**SiBr⁺: how far each setting moves energy, levels and dipole**

The table holds single-point PySCF results for SiBr⁺ at an unrelaxed 2.21 Å, starting from UHF/def2-SVP and moving one setting per row (basis with or without spin-free X2C, functional, charge, spin, field, bond length, convergence aids). The program measures the steps and compares them with simple models that have no fitted constants: a Slater-screened hydrogenic sum for scalar relativity, the field energy from the mean dipole, and a hybrid gap interpolated in exact exchange. It also shifts the origin of the ion's dipole and passes parabola and Morse curves exactly through three distances, which gives a range and no test. The screened sum gives −822 eV, 7 to 9% short of the X2C rows, while basis and X2C changes span only 0.05 eV in the highest occupied level and 0.30 D in the dipole. PW6B95 adds 0.70 D and has a gap of 5.98 eV, which the interpolation misses by 0.82 eV, and point charges miss its dipole by 0.92 D. The three-point curves scatter the minimum from 2.07 to 2.20 Å, and the occupied σ and π levels, 0.09 eV apart in the base run, swap in the field, PW6B95 and stretched rows.

Calculated values. PySCF 2.14.0 runs on SiBr⁺; the base run is UHF/def2-SVP with no unpaired electrons and an unrelaxed Si–Br distance of 2.21 Å. Each row changes one setting of the base run, plus any listed under “also changed”; the field is in atomic units and the geometry factor multiplies the bond length. Dipoles are taken about silicon.

## Analysis program

```python
# Table: SiBr+ at 2.21 A, PySCF, base UHF/def2-SVP, one setting moved per row: SCF energy change, HOMO, LUMO, dipole about Si, <S^2>.
# Tested: step sizes; hydrogenic scalar relativity; field energy from dipoles; dipole origin; gap vs exact exchange; 3-point curves.
T = {
    'row': ['basis set: 6-31g(s)', 'basis set: ano-rcc-vdzp', 'basis set: cc-pvdz-dk', 'basis set: x2c-svpall', 'cartesian functions: yes', 'charge: 3', 'convergence threshold: 1e-11', 'damping: 0.5', 'electric field z: 0.01', 'functional: pw6b95', 'geometry: x 0.8', 'geometry: x 1.12', 'unpaired electrons: 2'],
    'also': ['nothing', 'spin free x2c yes', 'spin free x2c yes', 'spin free x2c yes', 'nothing', 'nothing', 'nothing', 'nothing', 'nothing', 'scf type UKS, next step analyze', 'nothing', 'nothing', 'nothing'],
    'de': [-2.055, -899.602, -896.106, -883.992, -0.199, 43.858, 0.0, 0.0, None, -99.812, 2.166, 0.858, 2.662],  # eV
    'homo': [-18.11, -18.08, -18.06, -18.07, -18.09, -33.02, -18.09, -18.09, -17.48, -15.64, -17.67, -17.07, -15.45],  # eV
    'lumo': [-6.56, -6.43, -6.46, -6.48, -6.51, -25.85, -6.5, -6.5, -6.22, -9.66, -5.35, -7.06, -8.99],  # eV
    'dipole': [1.43, 1.73, 1.58, 1.59, 1.61, 9.89, 1.6, 1.6, 2.99, 2.3, 3.84, 0.29, 1.59],  # D
    's2': [0.0, 0.0, 0.0, 0.0, 0.0, 0.0, 0.0, 0.0, 0.0, 0.0, 0.0, 0.0, 2.02],
}
import numpy as np
from scipy.constants import physical_constants as pc, alpha, e, c, N_A, calorie
Eh = pc['Hartree energy in eV'][0]; a0 = pc['Bohr radius'][0]*1e10
eA = e*1e-10*c*1e21; au = eA*a0      # debye per e*A and per a.u.
ix = lambda s: [i for i, r in enumerate(T['row']) if s in r][0]
g = lambda k, s: T[k][ix(s)]
num = lambda s: float(g('row', s).split()[-1])
H0, L0, M0 = (g(k, 'convergence') for k in ('homo', 'lumo', 'dipole'))  # reproduces the base run
G0 = L0 - H0
# further outputs of the same runs: distance (A), (sigma, pi) levels (Eh), energies (Eh), Br charge (e), basis sizes
R = 2.213; Ebase, Efield = -2860.66289, -2860.6719; qBr = 0.1301; Nb = (50, 45)
sp = {'6-31g': (-.6654, -.6658), 'ano': (-.6643, -.6657), 'cc-pv': (-.6636, -.6661), 'svpall': (-.6641, -.6662),
      'cartesian': (-.6648, -.6679), 'convergence': (-.6647, -.6680), 'damping': (-.6647, -.6680), 'field': (-.6498, -.6424),
      'pw6b95': (-.5776, -.5746), 'x 0.8': (-.6492, -.7609), 'x 1.12': (-.6470, -.6272)}
print(f"base HOMO {H0:.2f} LUMO {L0:.2f} gap {G0:.2f} eV; floor 0.01 eV, 0.01 D on differences; 1 kcal/mol = {1e3*calorie/N_A/e:.3f} eV")
print("row | dHOMO dLUMO gap (eV) | dmu (D) | d_sigma d_pi sigma-pi (eV, floor 0.003)")
s0, p0 = sp['convergence']
for i, r in enumerate(T['row']):
    v = [x for k, x in sp.items() if k in r]
    t = f"{(v[0][0]-s0)*Eh:+.2f} {(v[0][1]-p0)*Eh:+.2f} {(v[0][0]-v[0][1])*Eh:+.3f}" if v else "other state"
    print(f"{r[:28]:28s} | {T['homo'][i]-H0:+.2f} {T['lumo'][i]-L0:+.2f} {T['lumo'][i]-T['homo'][i]:.2f} | {T['dipole'][i]-M0:+.2f} | {t}")
B = ['convergence', '6-31g', 'ano', 'cc-pv', 'svpall', 'cartesian']; X = B[2:5]
spr = {k: np.ptp([g(k, s) for s in B]) for k in ('homo', 'lumo', 'dipole')}
print(f"basis/X2C spread incl. base: HOMO {spr['homo']:.2f} eV, LUMO {spr['lumo']:.2f} eV, dipole {spr['dipole']:.2f} D")
# shells (n, l, electrons, Slater screening)
sh = {35: [(1,0,2,.3),(2,0,2,4.15),(2,1,6,4.15),(3,0,2,11.25),(3,1,6,11.25),(3,2,10,21.15),(4,0,2,27.4),(4,1,5,27.4)],
      14: [(1,0,2,.3),(2,0,2,4.15),(2,1,6,4.15),(3,0,2,9.5),(3,1,1,9.5)]}
rel = lambda Z, n, l, N: -N*Z**4*alpha**2/(2*n**4)*((n if l == 0 else n/(l+.5)) - .75)*Eh
P = {(Z, n, l): rel(Z-s, n, l, N) for Z in sh for n, l, N, s in sh[Z]}
scr = sum(P.values()); bare = sum(rel(Z, n, l, N) for Z in sh for n, l, N, s in sh[Z])
part = lambda f: 100*sum(v for k, v in P.items() if f(k))/scr
print(f"relativity model: screened {scr:.0f} eV, bare Z {bare:.0f} eV; (Z alpha)^2 of Br {(35*alpha)**2:.3f}")
print(f"  model shares: Br 1s {part(lambda k: k[:2]==(35,1)):.0f}%, Br n=2 {part(lambda k: k[:2]==(35,2)):.0f}%, Br n=3 {part(lambda k: k[:2]==(35,3)):.0f}%, Si {part(lambda k: k[0]==14):.0f}%, valence {part(lambda k: k[:2] in ((35,4),(14,3))):.2f}%")
for s in X: print(f"  {s}: table {g('de',s):.1f} eV, screened off {100*(scr/g('de',s)-1):+.1f}%, bare off {100*(bare/g('de',s)-1):+.1f}%")
print(f"  spread among X2C rows {np.ptp([g('de',s) for s in X]):.1f} eV")
F = num('field'); MF = g('dipole', 'field'); dEm = -F*(M0+MF)/2/au*Eh; dEr = (Efield-Ebase)*Eh
print(f"field {F*Eh/a0*10:.2f} V/nm, {F*R/a0*Eh:.2f} V over the bond; induced {MF-M0:.2f} D, alpha_zz {(MF-M0)/au/F:.1f} a.u. (floor 0.4)")
print(f"  dE model {dEm:.4f} = linear {-F*M0/au*Eh:.4f} + induced {-F*(MF-M0)/2/au*Eh:.4f}; run {dEr:.4f} eV (floor 0.002)")
w = 80/(80+28)   # rough recalled masses of Br and Si
r3 = R*np.array([num('x 0.8'), 1, num('x 1.12')]); x = r3 - R
col = lambda k: np.array([g(k, 'x 0.8'), g(k, 'convergence'), g(k, 'x 1.12')])
E3, M3, L3 = col('de'), col('dipole'), col('lumo')
print("dipole at r", r3.round(2), "A: about Si", M3, "; about centre of mass", (M3-w*r3*eA).round(1), "D")
print("  point-charge share on Br mu/(eR):", (M3/(r3*eA)).round(2), f"; charge 3 about centre of mass {g('dipole','charge')-3*w*R*eA:.1f} D")
Mp = g('dipole', 'pw6b95')
print(f"PW6B95 dipole {Mp:.2f} D, share {Mp/(R*eA):.2f}; point charges give {qBr*R*eA:.2f} D (miss {qBr*R*eA-Mp:+.2f}); step/basis spread {(Mp-M0)/spr['dipole']:.1f}")
pm, pl = np.polyfit(x, M3, 2), np.polyfit(x, L3, 2)
print(f"slopes at base distance (3 points): dipole about Si {pm[1]:.1f} D/A, about centre of mass {pm[1]-w*eA:.1f} D/A, LUMO {pl[1]:.1f} eV/A")
for a in (0, 1.0, 1.5, 2.0):   # 0 = parabola; else Morse with assumed range a (1/A), quadratic in exp(-a x)
    A, b, _ = np.polyfit(np.exp(-a*x)-1 if a else x, E3, 2); t = -b/(2*A); xm = -np.log(1+t)/a if a else t
    print(f"  a={a}: minimum {R+xm:.2f} A, gain {b*b/(4*A):.3f} eV, dmu(Si) {np.polyval(pm,xm)-M0:+.2f} D, dLUMO {np.polyval(pl,xm)-L0:+.2f} eV")
ET = g('de', 'unpaired'); Gp = g('lumo', 'pw6b95') - g('homo', 'pw6b95'); ax = 0.28  # recalled exact-exchange fraction
print(f"triplet {ET:.2f} eV, <S^2> excess {g('s2','unpaired')-2:.3f}; HF gap - triplet {G0-ET:.2f}; PW6B95 gap - triplet {Gp-ET:.2f} eV")
print(f"  interpolated hybrid gap {ET+ax*(G0-ET):.2f} vs {Gp:.2f} eV (miss {ET+ax*(G0-ET)-Gp:+.2f}); gap ratio {Gp/G0:.2f}")
print(f"  mid-gap HF {(H0+L0)/2:.2f}, PW6B95 {g('homo','pw6b95')+Gp/2:.2f} eV; linear line to zero exchange {(Gp-ax*G0)/(1-ax):.1f} eV (not robust)")
print(f"charge 3 (unstable): dE {g('de','charge'):.2f}, -2*HOMO {-2*H0:.2f}, rest (J less relaxation) {g('de','charge')+2*H0:.2f} eV")
print(f"N^4 cost vs N={Nb[0]}: N={Nb[1]} {(Nb[1]/Nb[0])**4:.2f}; Cartesian, 4 d shells, N={Nb[0]+4} {((Nb[0]+4)/Nb[0])**4:.2f}; {g('de','cartesian')/4:.3f} eV per added function")
assert all(0.8 < scr/g('de', s) < 1.1 < bare/g('de', s) for s in X)
assert abs(dEm - dEr) < 0.005
assert abs(Mp - M0) > spr['dipole'] and spr['homo'] < 0.1
assert g('de', 'damping') == 0 and g('de', 'convergence') == 0 and ET > 0
```

Output:

```
base HOMO -18.09 LUMO -6.50 gap 11.59 eV; floor 0.01 eV, 0.01 D on differences; 1 kcal/mol = 0.043 eV
row | dHOMO dLUMO gap (eV) | dmu (D) | d_sigma d_pi sigma-pi (eV, floor 0.003)
basis set: 6-31g(s)          | -0.02 -0.06 11.55 | -0.17 | -0.02 +0.06 +0.011
basis set: ano-rcc-vdzp      | +0.01 +0.07 11.65 | +0.13 | +0.01 +0.06 +0.038
basis set: cc-pvdz-dk        | +0.03 +0.04 11.60 | -0.02 | +0.03 +0.05 +0.068
basis set: x2c-svpall        | +0.02 +0.02 11.59 | -0.01 | +0.02 +0.05 +0.057
cartesian functions: yes     | +0.00 -0.01 11.58 | +0.01 | -0.00 +0.00 +0.084
charge: 3                    | -14.93 -19.35 7.17 | +8.29 | other state
convergence threshold: 1e-11 | +0.00 +0.00 11.59 | +0.00 | +0.00 +0.00 +0.090
damping: 0.5                 | +0.00 +0.00 11.59 | +0.00 | +0.00 +0.00 +0.090
electric field z: 0.01       | +0.61 +0.28 11.26 | +1.39 | +0.41 +0.70 -0.201
functional: pw6b95           | +2.45 -3.16 5.98 | +0.70 | +2.37 +2.54 -0.082
geometry: x 0.8              | +0.42 +1.15 12.32 | +2.24 | +0.42 -2.53 +3.040
geometry: x 1.12             | +1.02 -0.56 10.01 | -1.31 | +0.48 +1.11 -0.539
unpaired electrons: 2        | +2.64 -2.49 6.46 | -0.01 | other state
basis/X2C spread incl. base: HOMO 0.05 eV, LUMO 0.13 eV, dipole 0.30 D
relativity model: screened -822 eV, bare Z -1267 eV; (Z alpha)^2 of Br 0.065
  model shares: Br 1s 64%, Br n=2 30%, Br n=3 4%, Si 2%, valence 0.02%
  ano: table -899.6 eV, screened off -8.6%, bare off +40.9%
  cc-pv: table -896.1 eV, screened off -8.2%, bare off +41.4%
  svpall: table -884.0 eV, screened off -7.0%, bare off +43.4%
  spread among X2C rows 15.6 eV
field 5.14 V/nm, 1.14 V over the bond; induced 1.39 D, alpha_zz 54.7 a.u. (floor 0.4)
  dE model -0.2457 = linear -0.1713 + induced -0.0744; run -0.2452 eV (floor 0.002)
dipole at r [1.77 2.21 2.48] A: about Si [3.84 1.6  0.29] ; about centre of mass [-2.5 -6.3 -8.5] D
  point-charge share on Br mu/(eR): [0.45 0.15 0.02] ; charge 3 about centre of mass -13.7 D
PW6B95 dipole 2.30 D, share 0.22; point charges give 1.38 D (miss -0.92); step/basis spread 2.3
slopes at base distance (3 points): dipole about Si -5.0 D/A, about centre of mass -8.5 D/A, LUMO -2.3 eV/A
  a=0: minimum 2.20 A, gain 0.001 eV, dmu(Si) +0.04 D, dLUMO +0.02 eV
  a=1.0: minimum 2.14 A, gain 0.054 eV, dmu(Si) +0.36 D, dLUMO +0.17 eV
  a=1.5: minimum 2.11 A, gain 0.117 eV, dmu(Si) +0.53 D, dLUMO +0.25 eV
  a=2.0: minimum 2.07 A, gain 0.206 eV, dmu(Si) +0.70 D, dLUMO +0.34 eV
triplet 2.66 eV, <S^2> excess 0.020; HF gap - triplet 8.93; PW6B95 gap - triplet 3.32 eV
  interpolated hybrid gap 5.16 vs 5.98 eV (miss -0.82); gap ratio 0.52
  mid-gap HF -12.29, PW6B95 -12.65 eV; linear line to zero exchange 3.8 eV (not robust)
charge 3 (unstable): dE 43.86, -2*HOMO 36.18, rest (J less relaxation) 7.68 eV
N^4 cost vs N=50: N=45 0.66; Cartesian, 4 d shells, N=54 1.36; -0.050 eV per added function
```
